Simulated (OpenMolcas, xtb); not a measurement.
**AlH3 (SMILES [AlH3]): the vertical energy of the triplet above the singlet, rung by rung**

AlH3 has 4 atoms, charge 0, and is taken as a singlet. SMILES: `[AlH3]`. The coordinates come from a PBE0-D4/def2-TZVP relaxation.

Each level gives the vertical energy of the triplet above the singlet (eV). The values are calculated.

| level | kind | program | value (eV) | CPU time (all runs) |
| --- | --- | --- | --- | --- |
| GFN1-xTB | semi-empirical | xtb | 6.68 | under 2 s |
| HF/def2-TZVPPD | Hartree–Fock | OpenMolcas | 5.03 | 19 s |
| SVWN5/def2-TZVPPD | LDA | OpenMolcas | 4.50 | 40 s |
| revPBE/def2-TZVPPD | GGA | OpenMolcas | 4.58 | 68 s |
| TPSS/def2-TZVPPD | meta-GGA | OpenMolcas | 4.75 | 97 s |
| B3LYP/def2-TZVPPD | global hybrid | OpenMolcas | 4.96 | 63 s |
| M06-2X/def2-TZVPPD | hybrid meta-GGA | OpenMolcas | 5.07 | 77 s |
| FCI/3-21G, open shells restricted | exact in the basis | OpenMolcas | 4.98 | 8.4 s |

The values span 4.50 to 6.68 eV. The xTB rows lack spin polarisation, so open shells miss the exchange term that lowers them. High-level rows in very small sets aren't better than simpler rows in larger ones. CPU times are rough (shared hosts, several kinds of processor): they show what a rung costs within a factor of a few.

Every level places the triplet well above the singlet at the singlet geometry, as expected for a closed-shell, electron-deficient hydride. In planar AlH3 the three valence pairs occupy Al–H bonding orbitals with much of their weight on the hydridic hydrogens, while the out-of-plane Al 3p orbital is empty. The lowest triplet most likely promotes a bonding electron into that orbital, so the gap reflects the cost of weakening the Al–H bonds, only partly repaid by exchange between the parallel spins.

Among the density functionals the gap rises from 4.50 eV in SVWN5 to 5.07 eV in M06-2X, probably because semilocal exchange makes the hydrogen-to-aluminium charge shift too cheap. Exact exchange alone does not set the order, since Hartree–Fock, at 5.03 eV, falls below M06-2X. The sign of the gap is thus secure across these methods, but the small differences between the hybrids do not establish which is more accurate. A vertical gap also leaves open whether the triplet, once relaxed, would keep all three Al–H bonds.
